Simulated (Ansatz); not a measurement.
# SbPb: the change of pressure and energy above lowest point with volume scale

All results are calculated (Ansatz 0.2.0). Free energy against uniform scaling of the volume at fixed shape and fractions; periodic cell, basis, potentials, k mesh and filling as listed.

The cell before it is scaled or strained (space group Fm-3m, No. 225):
```
SbPb
1.0
      0.0000     3.1612     3.1612
      3.1612     0.0000     3.1612
      3.1612     3.1612     0.0000
Sb Pb
1 1
Direct
  0.50000 0.50000 0.50000
  0.00000 0.00000 0.00000
```

Settings of every row: functional LDA; dispersion none; potentials PAW; wave cutoff 470 eV; density cutoff 1880 eV; k mesh 8x8x8; k shift 0x0x0; occupations fermi dirac; smearing width 0.05 eV; spin none.

Limits: coarse k mesh, up to 40 meV an atom off; no spin-orbit coupling, which can matter with elements this heavy; the cell comes from a prototype or a list of computed structures and needn't be the stable phase.

| row | volume scale | V (Å³/atom) | pressure (GPa) | energy above lowest point (meV/atom) |
| --- | --- | --- | --- | --- |
| 1 | 0.92 | 29.063 | 1.44 | 3.1 |
| 2 | 0.9467 | 29.907 | -0.21 | 0 |
| 3 | 0.9733 | 30.747 | -1.61 | 4.9 |
| 4 | 1 | 31.59 | -2.79 | 16.6 |
| 5 | 1.0267 | 32.434 | -3.79 | 34 |
| 6 | 1.0533 | 33.274 | ? | ? |
| 7 | 1.08 | 34.118 | -5.34 | 82.4 |

Question: what pressure and energy above lowest point should row 6 give?

Worked fit of pressure. Take u = (V_r/V)^(2/3) − 1 with V_r = 31.169 Å³ an atom, which is twice the finite (Eulerian) strain; such expansions in the strain, on which the Birch-Murnaghan equation of state is built, carry the rest volume and the bulk modulus. The shown rows have u = 0.04774, 0.02794, 0.00913, -0.0089, -0.02617, -0.05849. Least squares give pressure = −2.224 + 65.56 × u + 223.8 × u² + 233 × u³ GPa; a parabola predicts inner rows, each left out in turn, worse (root mean square 0.012 against 0.0044 GPa). All shown rows lie on it to the printed digit. The pressure vanishes at u = 0.0306, or V = 29.79 Å³ an atom, and there the bulk modulus at fixed shape and fractions is B = −V dP/dV = (2/3)(1 + u) dP/du = 54.9 GPa. The withheld row has u = -0.04263, so the fit gives −2.224 + 65.56 × (-0.04263) + 223.8 × (-0.04263)² + 233 × (-0.04263)³ = -4.63 GPa.

The calculation gave -4.63 GPa. The fit meets it to the printed digit.

Worked fit of energy above lowest point. Take u = (V_r/V)^(2/3) − 1 with V_r = 31.169 Å³ an atom, which is twice the finite (Eulerian) strain; such expansions in the strain, on which the Birch-Murnaghan equation of state is built, carry the rest volume and the bulk modulus. The shown rows have u = 0.04774, 0.02794, 0.00913, -0.0089, -0.02617, -0.05849. Least squares give energy above lowest point = 9.98 − 650.7 × u + 10356 × u² + 5359 × u³ meV/atom; a parabola predicts inner rows, each left out in turn, worse (root mean square 0.25 against 0.015 meV/atom). All shown rows lie on it to the printed digit. Its lowest point lies at u = 0.0307, or V = 29.79 Å³ an atom, and the curvature there gives the bulk modulus at fixed shape and fractions, B = (4/9)(1 + u)² E″(u)/V = 55.1 GPa. The withheld row has u = -0.04263, so the fit gives 9.98 − 650.7 × (-0.04263) + 10356 × (-0.04263)² + 5359 × (-0.04263)³ = 56.1 meV/atom.

The calculation gave 56.2 meV/atom. The fit lies 0.1 meV/atom (0.12 % of the column's range) below it, one unit of the last digit.
